**Titanium strained along one in-plane direction: where does the c axis go?**

A titanium layer with its c axis along the film normal is stretched or squeezed along one in-plane direction, x, while the other in-plane direction, y, is held. Whoever models it must decide whether the thickness along c may stay at its rest value. The energy map below says that it shouldn't. The c axis wants to move against the x strain, by about 0.4 of it when the strain is small and by nearly half of it at the edges of the map.

Ansatz 0.2.0, scalar-relativistic DFT with r2SCAN, PAW and a 520 eV plane-wave cutoff, for hcp Ti (2-atom cell) without spin polarisation; 18×18×10 k mesh, cold smearing of 0.05 eV. The first strain is along x and the second along c, with fractional coordinates fixed; free energies are relative to the relaxed crystal.

```tsv
second strain	free energy change at first strain -0.11 (meV an atom)	free energy change at first strain -0.055 (meV an atom)	free energy change at first strain 0 (meV an atom)	free energy change at first strain 0.055 (meV an atom)	free energy change at first strain 0.11 (meV an atom)
-0.07000	302.7	133.9	57.4	51.0	86.7
-0.03500	218.6	70.3	13.9	28.1	87.3
0.00000	166.6	39.0	0.0	31.2	109.6
0.03500	142.3	35.5	12.6	58.1	150.5
0.07000	142.9	56.6	48.7	105.6	208.9
```

The first strain acts along x, the second along c; negative values mean compression. Energies are counted from the crystal at rest.

**Two limits and the metal between them**

Imagine first a material that cares only about its density. Squeezed by 11 % along x, it would lengthen c until the old volume was back, at a second strain of 0.124; stretched by 11 %, it would shorten c to −0.099. Now imagine the opposite, a material whose directions act as separate springs. Its c axis would not respond at all.

Titanium lies about halfway. A parabola through the three nearest rows puts the best second strain at 0.052 for the squeezed crystal and at −0.053 for the stretched one. The metal takes back part of the density change and leaves the rest.

The contacts between atoms suggest why c responds, and why only in part. Each atom has six neighbours in its own layer and six in the adjacent layers. Four of those six interlayer contacts also run partly along x, so an x stretch lengthens them, from 2.872 to 2.958 Å at 11 %, and a shorter c brings them back. The other two have no part along x and are merely squeezed when c shrinks, while contacts within a layer gain nothing from c. Bonding in a metal isn't a sum of separate pairs, so this picture explains the direction of the response better than its size.

**Why neighbouring rows nearly tie**

At first strain −0.11 the two lowest energies are 142.3 and 142.9 meV an atom, and at 0.11 they are 86.7 and 87.3. They look like plateaus, or like hints of a second phase. They are neither: in both cases the minimum lies roughly midway between two computed rows, so the energy is almost the same on either side of it.

**The simple model, worked once**

For small strains x and z (along c) the energy is a quadratic form, E = ½p·x² + q·x·z + ½r·z². The constant q couples the two directions, and r is the stiffness along c. With x given, the energy is lowest at z = −(q/r)·x. A positive q therefore sends c the opposite way to x.

The table shows this coupling directly. Going from second strain −0.035 to 0.035 changes the energy by −34.8 meV an atom at first strain −0.055, by only −1.3 at zero, and by +30.0 at 0.055. The slope along c changes sign with the x strain, as the product term demands.

Its size follows from the four points where both strains are small but not zero: (58.1 + 70.3 − 28.1 − 35.5)/4 = 16.2 meV an atom. The cost of moving c alone by 0.035 is (13.9 + 12.6)/2 = 13.25 meV an atom.

At first strain ±0.11 the coupling is twice as strong, and the best second strain has the size 0.035 × 16.2/13.25 = 0.043. That is 0.39 of the x strain. The energy saved by letting c move is 16.2²/13.25, or about 20 meV an atom.

The outer columns played no part in this estimate, so they test it. They give a shift of about 0.05 and savings of 27 meV an atom under compression and 25 under stretch. The model has the direction right, but its shift is up to a fifth too small and its saving about a quarter too small, relative to the values read from the map.

The two sides miss for different reasons. Between second strains −0.035 and 0.035 the model expects a change of about 64.8 meV an atom in size. Under compression the table gives 76.3, so the push on c is stronger than expected. Under stretch it gives 63.2, close to the model, but the energy curves less along c: the stretched metal is softer in that direction, and the same push moves c further.

**Where the quadratic picture bends**

A quadratic energy grows fourfold when all strains double. With c at its rest length, compression along x gives a factor of 4.27 and stretch only 3.51. A likely reason is the usual shape of a bond: repulsion steepens as atoms approach, while the restoring pull weakens as they part. Stretching x with y held also moves the shape of the cell towards that of bcc titanium, which may soften this side further, although atoms held at their fractional positions can't make the sideways shift of layers that bcc also needs. The map can't separate the two causes.

The same asymmetry separates the two corners in which the strains have opposite signs. Squeezing x and lengthening c costs 142.9 meV an atom, whereas stretching x and shortening c costs 86.7. In the first corner two contacts of each atom are pressed to 2.61 Å; in the second the shortest contact is still 2.74 Å. The cheaper corner avoids the closest contacts, which fits its lower cost.

Compression along x is nevertheless not the dearer choice in every row. Once c is lengthened by 0.035 or more, stretching x costs more than squeezing it by the same amount. There the coupling outweighs the asymmetry, because stretching both directions dilutes the metal, while squeezing x offsets the longer c.

**What to trust and what to do**

The atoms kept their fractional positions at every point. A strain along x would let them shift along y, so energies in the four columns with x strain are too high by an amount that the map can't reveal. Symmetry protects the coupling, however. A strain along c alone leaves the hexagonal symmetry intact and doesn't push the atoms sideways, so to leading order the relaxation lowers the x² term and leaves q and r alone. At 11 % this protection is only approximate.

- For x strains of a few per cent with y held, start c at −0.39 times the x strain. Near 11 %, start at about half the x strain, again with opposite sign.
- Even if only the energy matters, a fixed c is not a small error: with the atoms held, at 11 % it adds 27 meV to a minimum of about 140 meV an atom under compression, and 25 to about 84 under stretch.
- Relax the atoms before using any energy from the strained columns as a stored elastic energy.
- If y is free as well, it takes up part of the response, and the factor 0.39 no longer applies.

The printed analysis after this note lists the slopes, the shifts of the minimum and the doubling ratios.

Printed output of the fit:

```
volume change:
     row  at first strain -0.11 (%)  at first strain 0.11 (%)
   -0.07                     -17.23                      3.23
  -0.035                     -14.12                     7.115
     0.0                        -11                        11
   0.035                     -7.885                     14.88
    0.07                      -4.77                     18.77
energy from second strain -0.035 to 0.035, first strain -0.11 (meV an atom): -76.3
the same, first strain -0.055 (meV an atom): -34.8
the same, first strain 0 (meV an atom): -1.3
the same, first strain 0.055 (meV an atom): 30
the same, first strain 0.11 (meV an atom): 63.2
size of best second strain at first strain -0.11 or 0.11, quadratic estimate from inner points: 0.04279
energy saved there, quadratic estimate (meV an atom): 19.81
best second strain at first strain -0.11, parabola through three rows: 0.05166
energy saved there (meV an atom): 27.12
best second strain at first strain 0.11, parabola through three rows: -0.05347
energy saved there (meV an atom): 25.32
second strain that would restore the volume at first strain -0.11: 0.1236
second strain that would restore the volume at first strain 0.11: -0.0991
energy ratio on doubling, x compressed alone: 4.272
energy ratio on doubling, x stretched alone: 3.513
energy ratio on doubling, both compressed: 4.306
energy ratio on doubling, both stretched: 3.596
energy ratio on doubling, x compressed and z stretched: 4.025
energy ratio on doubling, x stretched and z compressed: 3.085
two contacts along x at first strain -0.11 (angstrom): 2.612
four slanted layer contacts at first strain 0.11, second 0 (angstrom): 2.958
the same four at first strain 0.11, second -0.07 (angstrom): 2.832
two layer contacts without x part at second strain -0.07 (angstrom): 2.743
```
